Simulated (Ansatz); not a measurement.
## A series in volume per atom on ZrC

Results calculated with Ansatz 0.2.0, not measured. Periodic Kohn-Sham DFT of a crystal at fixed atoms; pressure and stress are positive in compression; the energy is the free energy less that of spherical unpolarised free atoms; site moments are those in the method's own spheres, positive along +z.

Cell of the first row (space group Fm-3m, No. 225):
```
ZrC
1.0
      0.0000     2.3067     2.3067
      2.3067     0.0000     2.3067
      2.3067     2.3067     0.0000
Zr C
1 1
Direct
  0.00000 0.00000 0.00000
  0.50000 0.50000 0.50000
```

Settings of every row: method frozen-core PAW; functional PBE; relativity scalar; k mesh 14x14x14; filling fermi-dirac; smearing width 0.05 eV; wave cutoff 420 eV; paw set soft_2.

Atom start moment: 0 on all atoms.

| row | volume per atom (Å³) | pressure (GPa) |
| --- | --- | --- |
| 1 | 12.273 | 15.459 |
| 2 | 12.658 | 7.218 |
| 3 | 13.049 | 0.011 |
| 4 | 13.441 | ? |
| 5 | 13.832 | -11.502 |

Question: what pressure should row 4 give?

Worked fit of pressure. Take u = (V_r/V)^(2/3) − 1 with V_r = 12.854 Å³ an atom, which is twice the finite (Eulerian) strain; such expansions in the strain, on which the Birch-Murnaghan equation of state is built, carry the rest volume and the bulk modulus. The shown rows have u = 0.03132, 0.0103, -0.00999, -0.04771. Least squares give pressure = 3.4702 + 355.407 × u + 872.07 × u² GPa; a straight line predicts inner rows, each left out in turn, worse (root mean square 0.85 against 0.011 GPa). The rows lie off it by 0.002, -0.005, 0.004, -0.001 (root mean square 0.0034 GPa). The pressure vanishes at u = -0.0100, or V = 13.05 Å³ an atom, and there the bulk modulus at fixed shape and fractions is B = −V dP/dV = (2/3)(1 + u) dP/du = 223 GPa. The withheld row has u = -0.02933, so the fit gives 3.4702 + 355.407 × (-0.02933) + 872.07 × (-0.02933)² = -6.204 GPa.

The calculation gave -6.182 GPa. The fit lies 0.022 GPa (0.082 % of the column's range) below it; its largest miss of a shown row is 0.005 GPa.
